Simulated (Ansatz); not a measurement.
ZnS: the change of energy above lowest point with volume scale

Results calculated with Ansatz 0.2.0, not measured. Free energy against uniform scaling of the volume at fixed shape and fractions; periodic cell, basis, potentials, k mesh and filling as listed.

The cell before it is scaled or strained (space group P6_3mc, No. 186):
```
CELL_PARAMETERS angstrom
3.81100 0.00000 0.00000
-1.90550 3.30040 0.00000
0.00000 0.00000 6.23400
ATOMIC_POSITIONS crystal
Zn 0.33333 0.66667 0.00000
Zn 0.66667 0.33333 0.50000
S 0.33333 0.66667 0.38500
S 0.66667 0.33333 0.88500
```

Settings of every row: functional PBE; dispersion none; potentials PAW; wave cutoff 421.78 eV; density cutoff 1687.1 eV; k mesh 6x6x4; k shift 0x0x0; occupations fixed; smearing width 0 eV; spin none.

```
row  volume scale  V (Å³/atom)  energy above lowest point (meV/atom)
  1          0.94       18.426                                  40.9
  2          0.96       18.818                                     ?
  3          0.98        19.21                                    12
  4             1       19.603                                   4.2
  5          1.02       19.995                                   0.4
  6          1.04       20.387                                     0
  7          1.06       20.779                                   2.8
```

Question: what energy above lowest point should row 2 give?

Worked fit of energy above lowest point. Take u = (V_r/V)^(2/3) − 1 with V_r = 19.799 Å³ an atom, which is twice the finite (Eulerian) strain; such expansions in the strain, on which the Birch-Murnaghan equation of state is built, carry the rest volume and the bulk modulus. The shown rows have u = 0.04908, 0.02034, 0.00665, -0.00655, -0.01932, -0.03169. Least squares give energy above lowest point = 1.83 + 293.1 × u + 10243 × u² meV/atom; a straight line predicts inner rows, each left out in turn, worse (root mean square 6.9 against 0.05 meV/atom). The rows lie off it by 0.0, 0.0, 0.0, 0.1, 0.0, 0.0. Its lowest point lies at u = -0.0143, or V = 20.23 Å³ an atom, and the curvature there gives the bulk modulus at fixed shape and fractions, B = (4/9)(1 + u)² E″(u)/V = 70.1 GPa. Letting shape and atoms relax would as a rule lower it, by much in layered, chain or molecular crystals. The withheld row has u = 0.03446, so the fit gives 1.83 + 293.1 × (0.03446) + 10243 × (0.03446)² = 24.1 meV/atom.

The calculation gave 24 meV/atom. The fit lies 0.1 meV/atom (0.24 % of the column's range) above it, one unit of the last digit.
